**Student:** My sheet resistance for the phosphorus n-well is 916 Ω/sq, and you marked it wrong.

**Lecturer:** It is wrong, so read what follows on your page as a faulty attempt. Give me the setup first.

**Student:** A drive-in at constant $D$ gives $C(x)=C_s e^{-x^2/L^2}$ with $L=2\sqrt{Dt}$ and dose $Q=\tfrac{\sqrt\pi}{2}C_sL$. The inputs are illustrative: $C_s=10^{17}$ cm⁻³, uniform boron $C_B=10^{16}$ cm⁻³, and $L=1.25$ µm, chosen to land near 1 kΩ/sq. Then $Dt=0.39$ µm², $Q=1.11\times10^{13}$ cm⁻², and $C(x_j)=C_B$ gives $x_j=L\sqrt{\ln 10}=1.897$ µm. I assume 300 K, full ionisation and local neutrality, so $n=C-C_B$. For electrons I took the Caughey–Thomas form with typical parameters,

$$\mu(N)=65+\frac{1265}{1+(N/8.5\times10^{16}\,\text{cm}^{-3})^{0.72}}\ \ \text{cm}^2/\text{V s}.$$

Slices $dx$ conduct in parallel, so with $q$ the elementary charge I wrote

$$\text{(wrong)}\qquad \frac1{R_s}=q\int_0^{x_j}\mu(C-C_B)\,(C-C_B)\,dx .$$

Quadrature gives 916 Ω/sq, or $R_sx_j=1738$ Ω µm. And it passes two tests.

**Lecturer:** Which?

**Student:** Constant mobility first. Since $\int_0^{x_j}C\,dx=Q\,\mathrm{erf}(x_j/L)$,

$$\frac1{R_s}=q\mu\left[Q\,\mathrm{erf}\!\left(\frac{x_j}{2\sqrt{Dt}}\right)-C_Bx_j\right].$$

Here the erf is 0.968 and the bracket is $8.83\times10^{12}$ cm⁻². My code reproduces that. Second, doubling $L$ left $R_sx_j$ unchanged, as Irvin scaling demands.

**Lecturer:** Both tests are blind to your slip. The first removes the argument of $\mu$. The second holds for any local function of $C$ and $C_B$. Tabulate the mobility your integrand uses, in cm²/V s, beside the one evaluated at $C+C_B$.

| $x/x_j$ | $C$ ($10^{16}$ cm⁻³) | $\mu(C-C_B)$, wrong | $\mu(C+C_B)$ |
|---|---|---|---|
| 0 | 10 | 684 | 639 |
| 0.5 | 5.62 | 834 | 754 |
| 0.8 | 2.29 | 1071 | 906 |
| 1 | 1 | 1330 | 1000 |

**Student:** Mine climbs to 1330 at the junction.

**Lecturer:** That is the symptom. 1330 is the zero-doping limit of the fit. Yet every point of the well holds at least $C_B$ donors and $C_B$ acceptors, so this model cannot exceed $\mu(2C_B)=1000$. Your column breaks that ceiling wherever $C<3C_B$, the outer 28 % of the well. Worse, add equal amounts of phosphorus and boron everywhere and your formula does not move.

**Student:** But compensation cancels the dopants. That is what net doping means.

**Lecturer:** It cancels carriers. An electron from P drops onto B, leaving P⁺ and B⁻, two charged centres. In the Born approximation the Coulomb cross-section goes as the charge squared, so both scatter alike. The faulty line is the argument of $\mu$. The fit describes uncompensated silicon, where ion count and carrier count coincide, and you fed it the carriers. Mended,

$$\frac1{R_s}=q\int_0^{x_j}\mu(C+C_B)\,(C-C_B)\,dx .$$

Now derive the scaling. Let $C=C_sf(x/L)$ with $f$ fixed and decreasing. Then $x_j=Lu_j$ with $f(u_j)=C_B/C_s$. Put $x=sx_j$:

$$\frac1{R_sx_j}=q\int_0^1\mu\big(C_sf(su_j)+C_B\big)\big(C_sf(su_j)-C_B\big)\,ds .$$

$L$ has dropped out. For a given shape, carrier type and temperature, the mean resistivity $R_sx_j$ depends on $C_s$ and $C_B$ alone, which is what Irvin's curves of 1962 plot. For a Gaussian $C=C_s(C_B/C_s)^{s^2}$.

**Student:** Running it: $R_sx_j=1905$ Ω µm and $R_s=1004$ Ω/sq. The carrier-weighted mobility drops from 772 to 704 cm²/V s. So I was low by 88 Ω/sq, or 8.8 %. I don't believe that much. Where the columns differ most there are no carriers.

**Lecturer:** True, and the junction is where the slip shows, not where it costs. At the surface you counted $9\times10^{16}$ ions in place of $11\times10^{16}$, and the mobility is already 7 % high. Integrate the difference of the two integrands: 75 % of your excess conductance comes from $x<0.6\,x_j$. The sign is fixed, because $\mu$ falls with $N$: the slip always lowers $R_s$, and it vanishes as $C_B\to0$.

**Student:** Then I object differently. The mended line neglects things too. Is 9 % above that noise?

**Lecturer:** Size them. Depletion: the gradient at the junction is $a=2C_Bu_j/L=2.4\times10^{20}$ cm⁻⁴. Treat the junction roughly as linearly graded, with width $W=(12\varepsilon V_{bi}/qa)^{1/3}$, typical $\varepsilon_r=11.7$ and $V_{bi}\approx0.7$ V. The n side loses $W/2=0.30$ µm. Stopping the mended integral there removes about 2 % of the conductance at zero bias.

Freeze-out: with typical $E_D=45$ meV below the band edge, $N_c=2.8\times10^{19}$ cm⁻³ and degeneracy 2, the ratio of neutral to ionised donors is $2(n/N_c)e^{E_D/k_BT}$, so about 3 % are neutral at the surface. A fit made from resistivity against doping absorbs most of that.

Screening: $\mu(C+C_B)$ assumes as many screening electrons as ions. The Brooks–Herring scattering rate carries the factor $\ln(1+b)-b/(1+b)$ with $b=24m^*\varepsilon(k_BT)^2/\hbar^2q^2n$. For approximate $m^*=0.3\,m_0$, lowering $n$ from $11$ to $9\times10^{16}$ cm⁻³ raises it from 4.92 to 5.12, by 4 %. Impurities supply about half of $1/\mu$ at the surface, so the mobility falls a further 2 %.

**Student:** And if repulsive B⁻ scatters less than Born says?

**Lecturer:** Then, screening aside, the effective argument lies between $C$ and $C+C_B$. Even boron that did not scatter at all would give $C$; reaching $C-C_B$ needs boron that removes scattering. Four figures serve only to compare the two integrals. The model's value for this well is 1.0 kΩ/sq, with $L$ chosen to put it there, and evaluating the mobility at net doping makes it about 9 % too low.